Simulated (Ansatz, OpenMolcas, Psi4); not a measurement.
**A ladder of methods for InF (SMILES [F][In])**

The species is InF (2 atoms), meant as a singlet with charge 0. As SMILES, `[F][In]`. The coordinates come from a PBE0-D4/def2-TZVP relaxation.

```csv
atom,x (Å),y (Å),z (Å)
F,0.0000,0.0000,0.0159
In,0.0000,0.0000,2.0096
```

Quantity: the vertical energy of the triplet above the singlet, in eV. The values are calculated.

| level | kind | program | value (eV) | less CCSD(T)/def2-TZVPP | CPU time (all runs) |
| --- | --- | --- | --- | --- | --- |
| PBE/def2-TZVPP (core potential) | GGA | OpenMolcas | 3.85 | +0.05 | 37 s |
| revPBE/def2-TZVPP (core potential) | GGA | Ansatz | 3.77 | -0.03 | 19 s |
| M06-L/def2-TZVPP (core potential) | meta-GGA | OpenMolcas | 4.10 | +0.30 | 4 min |
| TPSSh/def2-TZVPP (core potential) | hybrid meta-GGA | Psi4 | 3.70 | -0.10 | 55 s |
| HSE06/def2-TZVPP (core potential) | range-separated hybrid | Psi4 | 3.76 | -0.04 | 56 s |
| wB97X-V/def2-TZVPP (core potential) | range-separated hybrid | Psi4 | 3.86 | +0.06 | 64 s |
| BCCD(T)/def2-TZVPP (core potential) | coupled cluster or CI | Ansatz | 3.80 | 0.00 | 40 s |
| CCSD(T)/def2-TZVPP (core potential), open shells restricted | coupled cluster or CI | OpenMolcas | 3.80 | 0.00 | 74 s |
| FCI/STO-3G | full CI, core frozen | Ansatz | 2.86 | -0.94 | 3.1 s |

CCSD(T)/def2-TZVPP (core potential), open shells restricted is the highest level here, not the true value. All-electron rows without a relativistic Hamiltonian named are non-relativistic, while core potentials hold scalar relativity, so basis and relativity change together. Spin-orbit coupling is left out. The values span 2.86 to 4.10 eV. High-level rows in very small sets aren't better than simpler rows in larger ones. In the correlated wave-function rows the outer d shell of In is correlated, in sets not made for it. CPU times are rough (shared hosts, several kinds of processor and program).

InF is a clear singlet at this geometry, as expected for In(I) with a filled 5s shell. The lowest triplet probably arises by promoting an electron from the In 5s-like lone pair, polarised away from fluorine, into the empty In 5p π orbitals. The size of the gap then reflects the 5s–5p separation more than the strength of the polar In–F bond. Such a largely metal-centred excitation moves little charge between the atoms, which may be why the density functionals show no ordering by exact exchange. All but M06-L, at 4.10 eV, lie within 0.10 eV of CCSD(T).

The match between BCCD(T) and CCSD(T) suggests that the choice of reference orbitals matters little here. The low FCI value of 2.86 eV is no sign of missing correlation in the other rows: a minimal basis describes the lone pair and the 5p shell poorly, and the absent relativistic stabilisation of 5s would also lower the gap. The adiabatic gap, with the triplet relaxed, remains undetermined.
